Pull on a perfect crystal of the alloy Ta₃Ru from all sides at 2 GPa and its volume grows by 0.84 %. Squeeze it at 2 GPa and the volume falls by 0.81 %. These two density functional results are given, along with the 16.32 Å³ that an atom occupies at zero pressure. The task is to reach much higher pressures from here with pencil and paper.

(a) How much does the crystal shrink at 10 GPa and at 40 GPa?

Solution. The resistance of a solid to compression is its bulk modulus B, the pressure needed per unit of relative volume change. Its value at zero pressure, B₀, follows from the two given rows, which lie 4 GPa apart:

B₀ = 4 GPa / (0.0084 + 0.0081) = 242 GPa

If the crystal were an ideal spring, the shrinkage would simply be P/B₀, with P the applied pressure. The two given numbers already hint that it is not, because the crystal gives way a little more to a pull than to a push.

The reason is the shape of the forces between atoms. At zero pressure, attraction and repulsion balance. On compression both grow, but repulsion grows faster: the electrons are confined to less room, which raises their kinetic energy, and the inner shells of neighbouring atoms begin to overlap. Each further step inward therefore costs more pressure than the one before. This is standard theory of solids; the calculation shows the stiffening itself, not its division into these parts.

How fast the stiffness grows can be guessed from a simple energy curve. Let the attraction vary with volume V as −1/V^m and the repulsion as 1/V^n. Differentiating at the balance point shows that B rises by m + n + 2 GPa for each GPa of pressure. Electrostatic attraction in a metal has m = 1/3 and the kinetic energy of free electrons n = 2/3, which gives 3. That is the picture of a simple metal. In Ta₃Ru much of the bonding is expected to come from d electrons, for which attraction and repulsion both vary more steeply with volume, and this raises the sum. A value near 4 is typical of many solids, and it is adopted here without adjustment to Ta₃Ru.

While the pressure climbs from zero to P, the stiffness thus climbs from B₀ to B₀ + 4P, with an average of B₀ + 2P. One small effect remains. Each step of compression acts on a volume that has already shrunk, whereas the result is quoted relative to the starting volume. To the same accuracy this adds another half P to the divisor, so that the shrinkage s, as a fraction of the starting volume, is

s = P / (B₀ + 2.5P)

At 10 GPa this gives 10/(242 + 25) = 10/267, or 3.7 %, and the full calculation gives 3.73 %. At 40 GPa it gives 40/(242 + 100) = 40/342, or 11.7 %, against 11.88 %. Neither row was used to set B₀. The ideal spring would have predicted 16.5 % at 40 GPa, which is 39 % more than the computed shrinkage.

The formula also tells when the correction can be dropped. What counts is the pressure in units of B₀, not the pressure alone. At one hundredth of B₀, here 2.4 GPa, the correction changes the divisor by only 2.5 %, and the ideal spring will do. A softer solid reaches that point at a lower pressure.

(b) How much energy does the compression store in the crystal, and how does this differ from the enthalpy change?

Solution. The stored energy is the work done on the crystal, which is the area under the curve of pressure against shrinkage. For an ideal spring that area is a triangle, half the final pressure times the volume lost. Pressure times volume is an energy, and 1 GPa acting on 16.32 Å³ amounts to 0.102 eV. At 40 GPa the triangle is

½ × 40 × 0.117 × 0.102 eV = 0.24 eV per atom

This is too much, because the real curve sags below the straight side of the triangle. The crystal yields easily at first, and the high pressures act only over the last part of the path. Turning the rule of part (a) round to give P as a function of s, and working out the area to the next order, multiplies the triangle by 1 − 5s/6. At 40 GPa this factor is 0.90 and the estimate becomes 0.215 eV, or 215 meV, per atom; the calculation gives 217.1 meV. At 10 GPa the same steps give about 18 meV, against 18.2 meV.

Stiffening thus leaves its mark on the energy as well. In an ideal spring, doubling the pressure stores four times the energy. Here the step from 20 to 40 GPa raises it from 65.4 to 217.1 meV per atom, a factor of 3.3, because the second 20 GPa removes less volume than the first.

The enthalpy is the energy plus pressure times volume, and its change is far larger. It can be estimated as the pressure times the mean of the starting and final volumes. At 40 GPa this is 40 × 0.102 eV × (1 − 0.117/2) = 3.84 eV per atom, against a computed 3.809 eV. Only 5.7 % of that computed change is energy stored in the crystal. The rest is the pressure–volume term, which would be large even for a solid that hardly yields. A large enthalpy change is therefore no sign of a heavily strained crystal. To compare two structures at the same pressure one needs their full enthalpies, which also contain the energy difference between them at zero pressure.

(c) How far can the rule be trusted?

Ta₃Ru in the D0₃ structure (Fm-3m), relaxed at each pressure at zero temperature with its symmetry kept; changes are relative to the cell relaxed at zero pressure. Ansatz 0.2.0, density functional theory with PBEsol, scalar-relativistic, not spin-polarised, plane waves with PAW datasets made for PBE, cutoff 420 eV, 12×12×12 k mesh, Gaussian smearing of 0.1 eV.

```
applied pressure (GPa)  volume change (%)  enthalpy change (eV/atom)  energy change (meV/atom)
                    -2               0.84                     -0.205                       0.9
                     2              -0.81                      0.203                       0.8
                     5              -1.98                      0.504                       4.9
                    10              -3.73                      0.999                      18.2
                    20              -6.84                      1.964                      65.4
                    40             -11.88                      3.809                     217.1
```

Solution. The two rows at −2 and 2 GPa fixed B₀, so the test lies in the four rows from 5 GPa upwards. There the rule stays within 1.7 % of the computed shrinkage, and the energy estimate within 1.4 % of the computed energy change. The largest miss in volume is at 40 GPa, where the rule shrinks the crystal too little. The row labelled 5 GPa really ended at 5.05 GPa, which is enough to account for the rule's miss of 0.9 % there. Taken at that pressure, the energy estimate would be about 2 % too high, a difference of only about 0.1 meV per atom. As a cross-check, a straight line was fitted to pressure divided by shrinkage over all six rows, with the pressures really reached; its slope is 2.36, close to the 2.5 of the rule. The printed output after this text lists the estimates row by row.

The miss at 40 GPa comes mostly from the shortcut of using an average stiffness. Adding up the compression step by step, with B = B₀ + 4P at each pressure, gives the Murnaghan equation:

V/V₀ = 1 / (1 + 4P/B₀)^(1/4)

Here V₀ is the volume at zero pressure. The fourth root is two square roots in succession, still within reach of pencil and paper. From 5 GPa upwards it agrees with the computed shrinkage to about 0.04 percentage points.

The first limit is the borrowed number 4. Had the stiffness been taken to grow by 3 or by 5 GPa per GPa, the short rule would have given 12.4 % or 11.0 % at 40 GPa. At 10 GPa the same change shifts the divisor by only 5 GPa in 267. The choice hardly matters at low pressure but shifts the answer noticeably at high pressure.

With B₀ it is the other way round. At low pressure an error of 1 % in B₀ changes the shrinkage by almost 1 % of its value, while at 40 GPa the effect is about 0.7 %, because B₀ makes up only 242 of the 342 GPa in the divisor. This matters when the estimate is carried over to a real piece of metal. The value used here belongs to a perfect crystal at zero temperature, and it depends on the density functional and on atomic datasets that were made for a different one. A measured bulk modulus, where one is at hand, is the better starting point.

The second limit is the form of the short rule. However high the pressure, it never gives a shrinkage above 1/2.5, or 40 %, a ceiling with no physical meaning. At 80 GPa, twice the highest pressure in the table, it gives 18.1 % and the fourth root 19.0 %. Their growing disagreement is a warning to stop using the short form, though neither value has been checked by a calculation there.

The third limit is a change of structure. Both formulas describe one crystal that grows steadily stiffer, and the calculations held Ta₃Ru to its cubic arrangement at each pressure. If another arrangement became more stable, the volume could drop suddenly, and the bulk modulus near zero pressure could not be relied on to give warning of it. The rule tells how far this structure shrinks, not whether it is stable, which was not tested at any pressure.

The analysis program printed:

```
bulk modulus from the rows at -2 and 2 GPa, GPa: 242.4
pressure times starting volume per GPa, eV/atom: 0.1019
shrinkage in %:
  row  computed  short rule  fourth root  constant stiffness  miss of short rule in % of value
   -2     -0.84     -0.8424      -0.8424              -0.825                            0.2826
    2      0.81      0.8083       0.8084               0.825                           -0.2064
    5      1.98       1.961        1.962               2.062                           -0.9411
   10      3.73       3.739        3.746               4.125                            0.2514
   20      6.84       6.839        6.881                8.25                          -0.00909
   40     11.88       11.68         11.9                16.5                            -1.672
energies:
  row  triangle meV/atom  corrected triangle meV/atom  its miss in %  enthalpy estimate eV/atom  its miss in %
   -2             0.8581                       0.8641         -3.991                    -0.2046        -0.2044
    2             0.8234                       0.8178          2.229                     0.2029       -0.04952
    5              4.995                        4.913         0.2664                     0.5043        0.06199
   10              19.04                        18.45          1.382                     0.9996        0.05699
   20              69.67                         65.7          0.453                      1.968         0.1813
   40                238                        214.8         -1.054                      3.836         0.7214
fit of secant on 6 rows: constant 243.4 +/- 0.73, coefficient of reached 2.359 +/- 0.039; rms 1.09, worst 20 -1.79, leave-one-out rms 2.61
short rule at the 5.05 GPa really reached in the 5 GPa row, %: 1.981
divisor of the short rule at 10 GPa, GPa: 267.4
divisor of the short rule at 40 GPa, GPa: 342.4
constant stiffness at 40 GPa, excess in % of value: 38.89
plain triangle at 40 GPa, excess in % of value: 9.616
largest miss of short rule from 5 GPa up, % of value: 1.672
largest miss of fourth root from 5 GPa up, points of %: 0.04126
internal energy as share of enthalpy change at 40 GPa, %: 5.7
short rule at 40 GPa if stiffness grew by 3 per GPa, %: 12.41
short rule at 40 GPa if stiffness grew by 5 per GPa, %: 11.04
short rule at 80 GPa outside the table, %: 18.08
fourth root at 80 GPa outside the table, %: 18.97
```
